**Question: Why can't I turn r2SCAN bands of Li₂BrF into HSE06 bands with one shift?**

I have r2SCAN bands for an ordered Li₂BrF crystal and want HSE06 quality without running HSE06 everywhere. My plan was to leave the filled bands alone and push all the empty ones up by the change in the gap. To test it I compared the two levels at the named k points. Here v1 and v2 are the highest and second-highest filled bands, c1 and c2 the lowest two empty ones, and each level of theory is counted from its own valence top.

Calculated values. Band energies of Li2BrF (ordered alloy on a rocksalt lattice, R-3m, 4 atoms in the cell) at named k points, each level of theory counted from its own valence top. Ansatz 0.2.0, plane-wave PAW, no spin polarisation, cell relaxed with r2SCAN; cheaper level r2SCAN (8×8×8 k mesh, 500 eV cutoff), costlier level HSE06 (6×6×6 k mesh, 420 eV cutoff).

| point name | band v2, cheaper level (eV) | band v1, cheaper level (eV) | band c1, cheaper level (eV) | band c2, cheaper level (eV) | band v2, costlier level (eV) | band v1, costlier level (eV) | band c1, costlier level (eV) | band c2, costlier level (eV) |
| --- | --- | --- | --- | --- | --- | --- | --- | --- |
| Gamma | 0.000 | 0.000 | 4.094 | 7.517 | 0.000 | 0.000 | 4.677 | 7.851 |
| T | -0.019 | -0.019 | 5.572 | 7.679 | -0.019 | -0.019 | 6.188 | 8.019 |
| H_2 | -2.823 | -1.931 | 7.266 | 7.816 | -3.050 | -2.012 | 7.802 | 8.409 |
| H_0 | -2.823 | -1.931 | 7.266 | 7.816 | -3.050 | -2.012 | 7.802 | 8.409 |
| L | -2.382 | -1.033 | 7.490 | 7.579 | -2.452 | -1.093 | 7.947 | 8.161 |
| S_0 | -2.782 | -1.939 | 7.316 | 7.812 | -3.062 | -2.018 | 7.857 | 8.401 |
| S_2 | -2.782 | -1.939 | 7.316 | 7.812 | -3.062 | -2.018 | 7.857 | 8.401 |
| F | -1.803 | -0.955 | 5.888 | 7.403 | -1.903 | -1.016 | 6.413 | 7.856 |

The filled bands move as well, though not at T. The empty bands rise by different amounts, and c2 lags behind at Gamma and T. What decides how far a level moves?

**Answer**

Two things matter most: whether the state is filled, and how it is built, that is, from which orbitals and how these combine between neighbouring ions. Your single shift takes care of the first and ignores the second.

Start with the gap, which is direct at Gamma at both levels and widens by 0.58 eV. In a semilocal functional such as r2SCAN, an electron in a filled state still feels part of the repulsion of its own charge. HSE06 mixes in a share of exact exchange, which removes some of this and so lowers the filled states. Empty states gain much less. The rest of HSE06 is built on the functional PBE, not on r2SCAN, so that change may also account for part of the differences here.

The raw band energies at Gamma fit that picture. The valence top falls by 0.46 eV while the conduction minimum rises by only 0.12 eV, provided that both runs share the same zero of potential. Most of the "rise" of the empty bands in your table is therefore the sinking of the level from which they are counted. That part is common to every empty level, which is why a single shift works as well as it does.

Now take the filled bands. A simpler system shows why they spread: a straight chain of bromide ions, each with one p orbital pointing along the chain. If $t$ is the hopping between neighbours and $a$ their distance, a state of wave number $k$ lies below the top of the band by

$$E(0)-E(k)=2t\,(1-\cos ka).$$

Every such distance is proportional to $t$. Exact exchange acts at two places at once and so couples neighbouring ions where their orbitals overlap. Theory therefore leads us to expect a larger effective $t$, and with it a band stretched by one factor, with its top as the fixed point.

I fitted one such factor to v1 and v2 together, counting the equivalent points H_0 and H_2, and likewise S_0 and S_2, only once. It comes out at 1.064, a stretch of about 6 %. For v2 at H, which was part of the fit, the estimate is $-2.823\times1.064=-3.00$ eV, against $-3.05$ eV in HSE06. The typical (rms) miss over both bands is 0.04 eV, compared with 0.12 eV if the filled bands are left where r2SCAN puts them; the output below has the details.

The chain also explains why T stays put. Going from Gamma to T means going along the stacking direction, and the top pair of bands at Gamma consists of p orbitals lying in the layers. These are expected to be mainly Br 4p, and the bromide layers are held apart by lithium and fluoride. Hopping between them is so weak that the top falls by only 0.02 eV on the way to T, and stretching almost nothing gives almost nothing.

The analogy ends where the crystal has more than one kind of orbital. With a single factor, v2 should sink a little further at S than at L. In fact it sinks by 0.28 eV at S and by only 0.07 eV at L, so the stretch is too weak for the one and too strong for the other.

Deeper bands show what the chain leaves out. At Gamma, a pair of bands 3.7 eV below the top sinks by 0.58 eV, more than twice what a 6 % stretch would give. Fluorine holds its electrons more tightly than bromine, so bands at this depth are expected to be largely F 2p. A compact orbital repels itself more strongly, and exact exchange then has more to remove. The large movement of v2 at S may come from some fluorine character mixed into it, but a stronger stretch of the bromine bands there would look the same in the energies.

For the empty bands, the first idea to drop is that the shift depends on how high a level lies. In r2SCAN, c2 at Gamma and c2 at L are only 0.06 eV apart. Yet HSE06 raises the first by 0.33 eV and the second by 0.58 eV. Two levels at nearly the same energy can differ this much only if the states themselves differ. Bands are numbered by energy, so c1 and c2 at L, only 0.09 eV apart in r2SCAN, may have changed places in HSE06. One of them would then rise by 0.67 eV, and the point would still stand.

The valence stretch doesn't carry over to the empty bands either. From Gamma to L, c1 climbs by 3.40 eV in r2SCAN and by only 3.27 eV in HSE06. The climbs to H, S and F shrink slightly too, and only towards T does c1 climb a little more in HSE06. An empty state has no self-repulsion of its own to lose. What it feels is exchange with the filled states, and that depends on how far it reaches into the ions. My guess is that c2 at Gamma and T, which both lie on the stacking axis, has its weight in other places than c2 at L, H and S, with F, where the shift is 0.45 eV, somewhere in between. Plots of these states would settle it.

How far your plan carries depends on what you need:

- **The gap or the lowest empty band:** the shift found at Gamma is good to about 0.13 eV for c1 at all the listed points.
- **The second empty band:** the same shift can be wrong by 0.25 eV, and the worst point is Gamma itself.
- **The two highest filled bands:** stretch them by about 6 % from the top instead of leaving them fixed, and allow for errors of about 0.1 eV at the listed points, which also served for the fit, and perhaps more elsewhere.

All this brings you closer to HSE06, which isn't the same as closer to experiment. HSE06 usually still gives too small a gap for wide-gap halides, and spin–orbit coupling, left out at both levels, would split the bromine pair at the valence top. If you can afford HSE06 at only a few points, choose them so that they cover different kinds of states, not just different energies.

The analysis program printed:

```
HSE06 less r2SCAN, each from its own valence top, eV:
    row      v2      v1     c1     c2
  Gamma       0       0  0.583  0.334
      T       0       0  0.616   0.34
    H_2  -0.227  -0.081  0.536  0.593
    H_0  -0.227  -0.081  0.536  0.593
      L   -0.07   -0.06  0.457  0.582
    S_0   -0.28  -0.079  0.541  0.589
    S_2   -0.28  -0.079  0.541  0.589
      F    -0.1  -0.061  0.525  0.453
Widening of the direct gap at Gamma, eV: 0.583
The same in per cent of the r2SCAN gap: 14.24
Rigid shift by the Gamma value, rms miss for c1 over six points, eV: 0.06364
Rigid shift by the Gamma value, rms miss for c2 over six points, eV: 0.1517
Rigid shift, prediction less value for c1 at L, eV: 0.126
Rigid shift, prediction less value for c2 at Gamma, eV: 0.249
Energy of c2 at L less c2 at Gamma in r2SCAN, eV: 0.062
Shift of c2 at L less shift of c2 at Gamma, eV: 0.248
Rise of c1 from Gamma to L in r2SCAN, eV: 3.396
Rise of c1 from Gamma to L in HSE06, eV: 3.27
One fitted stretch factor for v1 and v2: 1.064
Valence levels left unmoved, rms miss, eV: 0.1172
Valence levels stretched, rms miss, eV: 0.04421
Stretch, prediction less value for v2 at S, eV: 0.1008
Stretch, prediction less value for v2 at L, eV: -0.08343
Raw movement of the valence top at Gamma, eV: -0.4608
Raw movement of the conduction minimum at Gamma, eV: 0.122
Third band from the top at Gamma, r2SCAN energy from the top, eV: -2.034
Its movement from the top, eV: -0.2193
Next pair below at Gamma, r2SCAN energy from the top, eV: -3.719
Its movement from the top, eV: -0.5754
Third band from the top at L, r2SCAN energy from the top, eV: -3.848
Its movement from the top, eV: -0.4874
```
